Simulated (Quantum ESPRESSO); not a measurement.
# Zone-centre optical modes of diamond under biaxial (001) strain from −3 % to +3 %, LDA linear response

A Raman line is usually taken to move by a fixed number of wavenumbers per per cent of strain, so that one slope turns a line position into a strain. I put that rule to diamond with a brief of my own: a (001) plate held at a fixed equal strain along x and y, of either sign, as a strain reference for a Raman microscope. Its two lines must stand at least 0.2 nm apart under a 500 nm laser, the in-plane stress must stay under 20 GPa in size, and one straight calibration of the singlet must return the strain to within 0.05 percentage points. The frequencies are harmonic LDA values at the zone centre. Shifts are counted from the unstrained crystal at the same level, and tension is positive.

## Computational details

One crystal, C (diamond-type) (known phase (diamond)), relaxed once; z is the cube axis [001]. The cell was strained equally along x and y, with the z edge set so that the stress along z vanishes. Forces on the atoms are under 0.01 eV/Å in every row. Program: Quantum ESPRESSO 7.5, plane waves, LDA, PseudoDojo norm-conserving potentials, scalar-relativistic, no spin-orbit coupling, no spin; linear response. Plane-wave runs: cutoff 1225 eV; k meshes with a least product of divisions and cell-vector length from 29 to 31 Å; fixed occupations. The tabled runs alone: cutoff 1225 eV, k length 29 to 30 Å, k mesh 12×12×12.

Notes on method and selection:

- Harmonic values at the static lattice; measured values carry thermal expansion and anharmonic shifts at their temperature.
- For a cubic two-atom crystal the shifts follow the phonon deformation potentials p and q: singlet Δω = [p·ε_zz + q·(ε_xx + ε_yy)]/(2ω₀), doublet Δω = [p·ε_xx + q·(ε_yy + ε_zz)]/(2ω₀).
- Runs that did not converge, have known faults or may not be shown are not listed, and runs on Ansatz's PAW sets soft_1 and soft_2 are kept to separate tables.

Columns:

- biaxial strain (%): equal strain along x and y; tension positive.
- strain along z (%): strain along z that goes with it.
- stress (GPa): stress along x, tension positive.
- singlet mode (cm⁻¹): zone-centre optical mode, singlet, polarised along z; no LO-TO term, no sum rule.
- doublet mode (cm⁻¹): zone-centre optical mode, doublet, polarised in the x-y plane; no LO-TO term, no sum rule.
- splitting (cm⁻¹): singlet minus doublet.

Input lines of one member:

```
phonons
 &inputph
    prefix='x',
    outdir='./tmp',
    fildyn='s.dyn',
    tr2_ph=1.0d-18,
    epsil=.true.,
 /
0.000000000000 0.000000000000 0.000000000000
```

Command (options for logging and memory left out): `OMP_NUM_THREADS=1 mpirun -n 4 ph.x -nk 4 -in ph.in > ph.out`

## Numbers

| member | biaxial strain (%) | strain along z (%) | stress (GPa) | singlet mode (cm⁻¹) | doublet mode (cm⁻¹) | splitting (cm⁻¹) |
| --- | --- | --- | --- | --- | --- | --- |
| −3.0 % | −3 | 0.85 | −40.37 | 1376.66 | 1397.30 | −20.64 |
| −2.0 % | −2 | 0.55 | −25.96 | 1358.12 | 1372.62 | −14.50 |
| −1.0 % | −1 | 0.27 | −12.50 | 1339.73 | 1347.37 | −7.64 |
| +0.0 % | 0 | 0.00 | 0.02 | 1321.78 | 1321.78 | 0.00 |
| +1.0 % | 1 | −0.27 | 11.65 | 1304.39 | 1295.95 | 8.44 |
| +2.0 % | 2 | −0.53 | 22.45 | 1287.44 | 1269.82 | 17.62 |
| +3.0 % | 3 | −0.80 | 32.46 | 1270.99 | 1243.45 | 27.54 |

Least-squares fits to the whole series, with x = biaxial strain (%); R² and errors in the fitted variable (y, or ln y where the fit is in ln y):

| y | members | fit | R² | rms residual | leave-one-out rms | the same for the mean of the others |
| --- | --- | --- | --- | --- | --- | --- |
| singlet mode (cm⁻¹) | 7 | y = 1322.7 − 17.632 x | 1.00 | 0.78 | 1.3 | 41 |
| doublet mode (cm⁻¹) | 7 | y = 1321.2 − 25.663 x | 1.00 | 0.55 | 0.91 | 60 |

## Interpretation

Both modes fall with tension and rise with compression. Between the −1 % and +1 % rows the singlet moves by (1304.39 − 1339.73) / 2 = −17.67 cm⁻¹ per per cent and the doublet by (1295.95 − 1347.37) / 2 = −25.71 cm⁻¹ per per cent. The splitting, singlet minus doublet, therefore grows by 25.71 − 17.67 = 8.04 cm⁻¹ per per cent. Per unit of in-plane stress the slopes are −35.34 / 24.15 = −1.46 and −51.42 / 24.15 = −2.13 cm⁻¹ per GPa.

The common shift comes from bond length: tension stretches all four bonds of an atom equally and softens them. The mean of the three modes moves by (−17.67 − 2 × 25.71) / 3 = −23.03 cm⁻¹ per per cent, while the volume grows by 2 − 0.27 = 1.73 %. The Grüneisen parameter is then 23.03 / (1.73 × 1321.78 / 100) = 1.01, an ordinary size for a covalent crystal.

The splitting is less obvious. Tension tilts the bonds towards the plane. If only bond stretching acted, each frequency would scale with the bonds' component along the direction of motion, and the ratio of singlet to doublet would be (1 + ε_zz) / (1 + ε_xx) = (1 − 0.0027) / (1 + 0.01) = 0.987 at +1 %, which puts the singlet some 17 cm⁻¹ below the doublet. The table has it 8.44 cm⁻¹ above. I conjecture that angle-bending forces, which change as the bond angles leave the tetrahedral value, outweigh the tilt.

The rule of one slope suits the doublet best. Its shift per step of 1 % goes only from −24.68 to −26.37 cm⁻¹ along the series, while that of the singlet weakens from −18.54 to −16.45. These opposite curvatures add up in the splitting, whose step rises from 6.14 to 9.92 cm⁻¹.

## Members off the line

Largest departures from the fit to the whole series:

| member | singlet mode (cm⁻¹) | fit | computed − fit | in rms residuals |
| --- | --- | --- | --- | --- |
| +3.0 % | 1270.99 | 1269.80 | +1.19 | 1.5 |
| −3.0 % | 1376.66 | 1375.60 | +1.06 | 1.4 |
| +0.0 % | 1321.78 | 1322.70 | −0.92 | 1.2 |
| +1.0 % | 1304.39 | 1305.07 | −0.68 | 0.9 |

The largest departures of the singlet from its straight line, +1.19 and +1.06 cm⁻¹ at the two ends and −0.92 cm⁻¹ in the middle, form the pattern of a smooth curve, and I trust those rows.

The −3 % row has a small fault of its own. The singlet's step changes by about 0.5 cm⁻¹ from one interval to the next, but by only 18.54 − 18.39 = 0.15 at that end, so the row lies roughly 0.3 cm⁻¹ low. The z edge was not perfectly relaxed in this row: a small tensile stress remains along z, which means an edge slightly too long, and this is the likely reason. Combining the mean shift per per cent of volume with the splitting per per cent of strain difference between x and z gives p/(2ω₀) = −23.03 / 1.73 − (2/3) × 8.04 / (1 + 0.27) = −17.53 cm⁻¹ per per cent of z strain, so an excess of 0.02 % would be enough. The effect is negligible for the calibration.

## Selection

I screen first on stress. The ±3 % rows (−40.37 and 32.46 GPa) and the ±2 % rows (−25.96 and 22.45 GPa) exceed 20 GPa in size. The unstrained row has no splitting. That leaves −1 % and +1 %.

For the calibration I use strain = (ω − 1321.78) / (−17.67), with ω the singlet in cm⁻¹. The +1 % row reads (1304.39 − 1321.78) / (−17.67) = 0.98 % and the −1 % row reads −1.02 %. Both miss by 0.02 points, equally because the slope is their own mean. The +2 % row would read (1287.44 − 1321.78) / (−17.67) = 1.94 %, already outside the allowance.

For the line separation at the detector, a 500 nm laser has ν = 10⁷ / 500 = 20000 cm⁻¹, and Δλ = 10⁷ × |splitting| / [(ν − ω_singlet)(ν − ω_doublet)] in nm.

- +1 %: 10⁷ × 8.44 / ((20000 − 1304.39) × (20000 − 1295.95)) = 0.24 nm
- −1 %: 10⁷ × 7.64 / ((20000 − 1339.73) × (20000 − 1347.37)) = 0.22 nm

Both pass. LDA frequencies of stiff covalent crystals are typically good to a few per cent, as a rough figure, and I assume the same for the slopes. The separation could shrink by 17 % at +1 % strain (0.2 / 0.24 = 0.83) and by 9 % at −1 % (0.2 / 0.22 = 0.91) before failing. An error common to both slopes leaves that room, but the splitting is a small difference of two larger slopes: if they erred by 3 % in opposite senses, it would change by a fraction 0.03 × (17.67 + 25.71) / 8.04 = 0.16, which +1 % would barely survive and −1 % would not. The strain reading has less room: a slope wrong by 3 % adds 0.03 points to the 0.02 above and uses up the allowance. The slope should therefore be checked on a plate of known strain.

My pick is +1 %, with the wider separation and the smaller stress, 11.65 against 12.50 GPa in size. The runner-up is −1 %. Fracture would overturn the pick, because tension opens surface flaws in a brittle plate and compression closes them.

Either plate must be viewed obliquely or from a (110) side face, since exact backscattering from a (001) face shows only the singlet and from a (100) side face only the doublet.

## Rules of thumb and their limits

Within ±3 %, a single slope taken from the ±1 % rows misreads the strain by at most 0.13 points from the singlet and 0.06 from the doublet. From the splitting the miss reaches 27.54 / 8.04 − 3 = 0.43 points, so the splitting needs a curved calibration.

No omitted effect that I know of rivals the singlet's full spread of 105.67 cm⁻¹. The largest is anharmonicity with zero-point and thermal expansion, which lowers the lines by something of the order of one per cent, comparable with the effect of 1 % of tension. It largely cancels when strained and unstrained crystal are measured at the same temperature.

[Logs are printed without paths, hosts, clocks, repeated set-up lines and the standing remarks that a program may print on its own settings, such as how far it seeks lower states.]
